The row at a wall radius of 9.47 bohr looks wrong. A sphere that wide is several times larger than the 4d shell of a rhodium ion, yet the energy stands 326.72 eV above the free ion and the wall still carries 0.534 GPa. The two oddities have one origin, the occupations. The confined ion is not ground-state Rh$^+$. One spin-down electron has been taken out of 3d and one spin-up electron put into 4f, while the reference is the free ion with 3d full and 4f empty. The energy column is therefore a core excitation plus the cost of confinement, and in wide spheres almost all of it is excitation.

Rh+ (Z = 45), [Ar] (3d)5+4 4s2 4p6 (4d)5+3 (4f)1+0, in an impenetrable sphere, calculated with B-spline radial atomic code 1 using non-relativistic, spin-polarised PBE at the basis-set limit, with spherical fractional occupations. The free-atom reference is Rh+ in [Kr] (4d)5+3. (nl)a+b means a spin-up and b spin-down electrons.

| hard wall radius (bohr) | energy above free atom (eV) | ε(highest occupied) (eV) | Σ<r²> (bohr²) | pressure on wall (GPa) |
| --- | --- | --- | --- | --- |
| 1.290 | 2037.5 | 244.53 | 14.46 | 296200 |
| 1.730 | 777.53 | 119.14 | 20.49 | 35410 |
| 2.080 | 514.86 | 76.392 | 24.46 | 8445 |
| 2.650 | 391.09 | 43.911 | 29.25 | 1208 |
| 2.890 | 372.65 | 36.266 | 30.82 | 610.2 |
| 3.800 | 345.53 | 19.601 | 35.49 | 85.28 |
| 4.400 | 339.18 | 13.627 | 38.07 | 34.99 |
| 4.940 | 335.70 | 9.8603 | 40.34 | 18.62 |
| 5.540 | 333.05 | 6.7938 | 42.97 | 10.32 |
| 9.470 | 326.72 | -0.87415 | 64.71 | 0.534 |

Here $R$ is the wall radius, $E$ the energy above the free ion, $\varepsilon$ the highest occupied Kohn–Sham level, $\Sigma\langle r^2\rangle$ the mean square radius summed over all 44 electrons, and $P$ the pressure on the wall. The size of the offset fits the orbital energies of the same calculation. At 4.94 bohr the spin-down 3d level lies at $-337.6$ eV, which is 347.5 eV below the highest level, against $E = 335.7$ eV. Theory accounts for the sign of the excess: with the hole already present, the remaining 3d electrons repel one another less, so the level gap of the excited ion overshoots the energy needed to make the hole. This offset is no spectroscopic line. The state has four unpaired spins against two in the reference, so it is a spin flip and not the dipole 3d→4f transition, and non-relativistic PBE with spherical shells leaves out multiplets, scalar-relativistic shifts and a 3d spin-orbit splitting of about 5 eV. The trend with $R$ is best read from differences, and confinement energies below are counted from the 9.47 row.

The pressure is the slope of the energy: the force on the wall is $F = -dE/dR = 4\pi R^2 P$. Integrating $F$ as a power law between neighbouring rows returns each energy step to within 3 % of the step, except for the widest interval, where one power law over so long a stretch falls 5.3 % short. Both columns come from the same solution, so this agreement only shows that the rows lie on one smooth curve with no evident change of state. What the curve hides is seen in the local exponent $n$ of $P \propto R^{-n}$. It is 5.52 over the widest interval, dips to 5.15 between 5.54 and 4.94 bohr, climbs to 8.03 between 2.65 and 2.08 bohr and falls back to 7.24 in the tightest interval. Rounding moves $n$ by about 0.01, so both turns are real features of the calculation.

The wide-sphere part can be understood through a simpler system, the 4f electron of He$^+$ shut in a sphere. An electron with $l = 3$ is kept away from the nucleus by the centrifugal term $l(l+1)/2r^2$. If it stays outside the other 43 electrons it sees a net charge of $45 - 43 = 2$, and a free hydrogenic 4f orbital of charge 2 has a mean radius of 9 bohr and $\langle r^2\rangle = 90$ bohr². A wall at 9.47 bohr cuts through the middle of such an orbital, which is why that row still feels pressure. The analogy holds only while the 4f electron is outside a rigid core and alone at the wall. It knows nothing of penetration, exchange or any other shell.

Its steps are short. In an empty sphere the lowest $l = 3$ level is $x^2/2R^2$ in atomic units, where $x = 6.99$ is the first zero of the spherical Bessel function $j_3$. To first order the attraction to a charge $Z = 2$ adds $-Zc/R$, where $c = R\langle 1/r\rangle$ is a pure number. The numerical solution gives a rise of $\langle 1/r\rangle$ worth 12.13 eV between 2.08 and 1.29 bohr, and $12.13/[27.21\,(1/1.29 - 1/2.08)] \approx 1.5$ fixes $c$. Then

$$F = \frac{x^2}{R^3} - \frac{Zc}{R^2}, \qquad n = 5 + \frac{y}{1-y}, \qquad y = \frac{ZcR}{x^2}.$$

Kinetic energy alone gives $E \propto R^{-2}$, $F \propto R^{-3}$ and $P \propto R^{-5}$. Attraction cancels a share $y$ of the force, the share grows with $R$, and so $n$ exceeds 5, more so in wider spheres. At $R = 9.47$ bohr the kinetic term is $x^2/R^3 = 0.0575$ hartree/bohr, or 1.57 eV/bohr, and the attraction is $3.0/89.7 = 0.033$ hartree/bohr, or 0.91 eV/bohr. The difference of 0.66 eV/bohr is close to the 0.67 of the full numerical solution. The table's pressure is $0.534/29421 = 1.815\times10^{-5}$ atomic units, and on an area $4\pi R^2 = 1127$ bohr² it gives 0.0205 hartree/bohr, or 0.56 eV/bohr, which is 17 % below the numerical estimate. Nothing was fitted to this or any other row; the estimate for all ten rows is in the output printed after the text. It also puts the 9.47 row about 1.5 eV above the free hydrogenic level, a rough measure of how much confinement is still contained in the 326.72 eV.

The row at 4.94 bohr tests the picture harder. Between 9.47 and 4.94 bohr $\Sigma\langle r^2\rangle$ drops by 24.37 bohr², and the single model electron loses 24.43. With the model's $\langle r^2\rangle$ subtracted, the remainder stays between 29.3 and 29.5 bohr² for all four rows from 4.40 bohr outward, so one electron accounts for almost all of the change. The remainder is not quite the size of the other 43, since the real orbital is somewhat more compact than the model's. The closeness owes something to geometry, since a nodeless orbital pinned at a wall has a mean square radius set largely by $R$. The highest level must belong to this electron too: it starts at $-0.87$ eV, far too shallow for the 4d shell of what is in effect a doubly charged core, and it is positive in every row from 5.54 bohr inward, where only the wall holds the electron in. That the electron is the 4f one is inferred here from the size, the level and the force, which all agree; in the tightest sphere the orbital levels show directly that 4f is the highest.

The energy agrees less well. Confinement to 4.94 bohr costs 8.98 eV against 11.92 eV in the model, and the force has slipped from 0.83 to 0.69 of the estimate. This slip is the dip in $n$. In the model $n$ falls steadily as the sphere shrinks, and the step down from the widest interval follows that, but between 5.54 and 4.94 bohr the table gives 5.15 where the model gives 5.47. The real ion is softer than He$^+$ and grows softer as the orbital is pushed inward. A likely cause, untested here, is that the squeezed 4f orbital enters the outer part of the 4d shell, where it sees more than two units of charge, while the core relaxes round it. The attraction would then grow faster than $1/R$ and cancel more of the force. The value 5.52 is also an average over a long interval and says little about the slope at either end.

In these rows the level rises faster than the total energy, by 10.73 eV against 8.98 eV from 9.47 to 4.94 bohr. By Janak's theorem $\varepsilon$ is the derivative of the energy with respect to the occupation, taken at full occupation, whereas the energy of adding the electron is the average of that derivative from zero to one. In a semilocal functional the electron's repulsion with itself grows as the square of the occupation, while the exchange that should cancel it grows roughly as the 4/3 power, so even where the two nearly cancel in the energy they do not cancel in its derivative. That lifts the level at full occupation above the average, and the lift grows as the orbital contracts. This argument gives the right sign, and the level at 9.47 bohr does lie about 1 eV above the model's $-1.86$ eV, but the numbers do not isolate the term. The excess of $\varepsilon$ may thus be largely a property of PBE.

Inside about 5 bohr the electron is no longer alone at the wall. The 4d tail begins to push, which is why the force stops slipping at 0.69 of the estimate and $n$ turns up again, although the 4f force itself goes on softening. From 4.94 to 3.80 bohr the spin-up 1s, 3d and 4s levels all rise by 3.8 to 3.9 eV. Equal shifts at such different radii are what Gauss's law gives when charge lying outside all three shells moves inward. The model 4f electron supplies 2.48 eV of this, about two thirds. The rest may come from the real 4f orbital being drawn in further than the model's, from the 4d tail moving inward, or from both. The radii of the 4d and 4f orbitals are not used here, so the parts are not separated and these shifts do not measure the 4d share of the load. Where a wall cuts only the tail of a bound orbital, the force follows the square of an amplitude decaying as $e^{-\kappa r}$, with $\kappa$ set by the binding energy, so that shell's exponent is of order $2\kappa R$ and well above 5. A steep term added to the slowly varying 4f force is invisible at first and then takes over. The force overtakes the one-electron estimate between 3.80 and 2.89 bohr and is 3.3 times the estimate at 2.08 bohr, while $n$ climbs to 8. The order 4d, then 4p, then 4s is argued from their binding. The calculation shows its last member: the mean radius of the spin-up 4s orbital swells by 1.2 % between 4.94 and 2.65 bohr, and at 2.08 bohr it is only just below its value at 4.94, so its compression has barely begun.

The row at 1.29 bohr lies past the peak. The 4s mean radius has dropped by 21 % from the 2.08 row, from 0.98 to 0.78 bohr, so the wall now presses on the body of the fourth shell and no longer on tails. An orbital whose shape is set by the wall behaves like the particle in a sphere, with an exponent that tends to 5 from above, and as more shells enter that regime $n$ must come down. At 7.24 it has only begun to. The He$^+$ analogy fails here in both directions. Its force is ten times too small, because the sixteen 4s, 4p and 4d electrons now push as well. Its level, 334.87 eV against 244.53 eV, is too high, because an electron inside the same small sphere as all the others sees far more than two units of nuclear charge.

The inner shells respond in the opposite sense. The spin-up 3d orbital swells by 4.8 % between 2.08 and 1.29 bohr, which theory ascribes to outer charge pushed inside it and screening the nucleus. The 1s orbital keeps its size, yet its level rises by 192 eV, more than the 146 eV of the spin-up 3d level, since the potential of the compressed cloud is largest at the centre. These core-level shifts are thus largely electrostatic and do not add up to the energy. The ratio of energy step to level step, which grows in every interval from 0.83 to 10.05, signals that many electrons share the load but does not count them.

The cost is kinetic. From 9.47 to 1.29 bohr the kinetic energy rises by 5661 eV, the potential energy falls by 3950 eV and 1711 eV remain. The virial theorem for a Coulomb system in a sphere ties these to the pressure: the kinetic plus the total energy equals three times pressure times volume, which is $FR$. At 1.29 bohr the two sides are 269.08 and 271.59 hartree. The difference is $-2.5$ hartree there and $-2.0$ to $-2.1$ in the four wider rows checked, a slowly varying term that theory assigns to the kinetic part of correlation, which the Kohn–Sham kinetic energy leaves out. The relation is built into the calculation and is a check of consistency only.

No electron can move between shells, because the occupations are fixed, so neither turn in $n$ is an s-to-d or d-to-f transfer. Levels can still cross. In an empty sphere the Bessel zeros put 4f (6.99) below 4d (9.10), 4p (10.90) and 4s (12.57), the reverse of the atomic order. Even at 1.29 bohr these three shells keep the atomic order 4s, 4d, 4f: the spin-up 4s level lies at 3.07 hartree, about 83 eV, the two 4d levels at about 6.9 and 7.0 hartree, and 4f at 8.99 hartree. No 4d level has passed 4f, although the empty-sphere order would put it above. The highest level $\varepsilon$ is therefore still the 4f level in the tightest sphere, and its steep rise there is not due to a change of orbital.

The same reasoning fixes the neighbouring cases in outline. The ion in its reference configuration has no diffuse electron, so its energy would go to zero in wide spheres and its pressure would die away exponentially, with no stretch near $R^{-5}$; in tight spheres it would be governed by the same fourth shell. A higher ionic charge would pull the hydrogenic 4f orbital in as $1/Z$ and let it come free of the wall at a smaller radius. The pressures throughout are those on an impenetrable wall round an ion with frozen occupations, and they do not carry over to a solid, where the electrons can change shells and neighbouring atoms share them.

Output of the analysis:

```
Rows. dE = energy above 9.47 row (eV); F = 4 pi R^2 P (eV/bohr); f = one l=3 electron in -2/r
R(bohr)     dE    dE_f        F     F_f  F/F_f   level level_f  <r2>_f  sum<r2>-<r2>_f
 1.29  1710.78  336.73  5728.85  569.42  10.06  244.53  334.87    0.79   13.67
 1.73   450.81  175.73  1231.75  229.08   5.38  119.14  173.87    1.42   19.07
 2.08   188.14  115.33   424.65  128.60   3.30   76.39  113.47    2.04   22.42
 2.65    64.37   64.90    98.60   59.67   1.65   43.91   63.04    3.28   25.97
 2.89    45.93   52.42    59.23   45.19   1.31   36.27   50.56    3.88   26.94
 3.80    18.81   25.71    14.31   18.52   0.77   19.60   23.85    6.59   28.90
 4.40    12.46   16.97     7.87   11.35   0.69   13.63   15.11    8.73   29.34
 4.94     8.98   11.92     5.28    7.66   0.69    9.86   10.05   10.88   29.46
 5.54     6.33    8.14     3.68    5.14   0.72    6.79    6.28   13.50   29.47
 9.47     0.00    0.00     0.56    0.67   0.83   -0.87   -1.86   35.31   29.40
Intervals. n: P ~ R^-n (empty sphere 5); intF: force integrated as a power law (eV)
interval       n   n_f  step E    intF  err%  step level  ratio E/level  drop sum<r2>
1.29-1.73  7.24  5.10 1259.97 1241.15  -1.5    125.39       10.05        6.03
1.73-2.08  7.78  5.13  262.67  261.02  -0.6     42.75        6.14        3.97
2.08-2.65  8.03  5.17  123.77  123.67  -0.1     32.48        3.81        4.79
2.65-2.89  7.88  5.21   18.44   18.47   0.2      7.65        2.41        1.57
2.89-3.80  7.19  5.26   27.12   27.88   2.8     16.66        1.63        4.67
3.80-4.40  6.08  5.34    6.35    6.42   1.1      5.97        1.06        2.58
4.40-4.94  5.45  5.40    3.48    3.49   0.3      3.77        0.92        2.27
4.94-5.54  5.15  5.47    2.65    2.65   0.0      3.07        0.86        2.63
5.54-9.47  5.52  5.81    6.33    5.99  -5.3      7.67        0.83       21.74
Rounding: E 0.005 eV (0.05 first row); P under 0.1%, so n good to about 0.01
P ratio tightest/widest 5.55e+05; worst F/F_f: 0.69 and 10.1
Free hydrogenic 4f, Z=2: -3.40 eV, <r> 9 bohr, <r2> 90; estimate at 9.47 lies 1.54 eV above
R   dT(eV) dV(eV) from 9.47 row; T+E, 3PV, difference (hartree; rounding 0.01 to 0.05)
1.29   5661.1  -3950.3   269.08   271.59  -2.51
2.08    687.4   -499.2    30.35    32.46  -2.11
3.80     29.7    -10.9    -0.05     2.00  -2.05
4.94     11.4     -2.4    -1.08     0.96  -2.04
9.47      0.0      0.0    -1.83     0.19  -2.02
Level rise (eV) 4.94->3.80, 3.80->2.08, 2.08->1.29
  1s up:    3.76    46.40   192.06
  3d up:    3.93    43.13   145.82
  4s up:    3.79    31.58   141.08
  highest:    9.74    56.79   168.14
  total E:    9.83   169.33  1522.64
  f <1/r> estimate:    2.48     8.94    12.13
<r> change 3d up, same steps (%):  -0.01    0.55    4.84
<r> change 4s up, same steps (%):   0.25   -0.75  -20.98
R=4.94: 3d-down level -337.6 eV, gap to highest 347.5 eV, E 335.7 eV
9.47->4.94: E +8.98 eV, level +10.73 eV, sum<r2> -24.37, f estimate -24.43
3d spin-orbit splitting 2.5*zeta at 4.94: 5.0 eV
Empty-sphere Bessel zeros: 4f 6.99, 4d 9.10, 4p 10.90, 4s 12.57
```
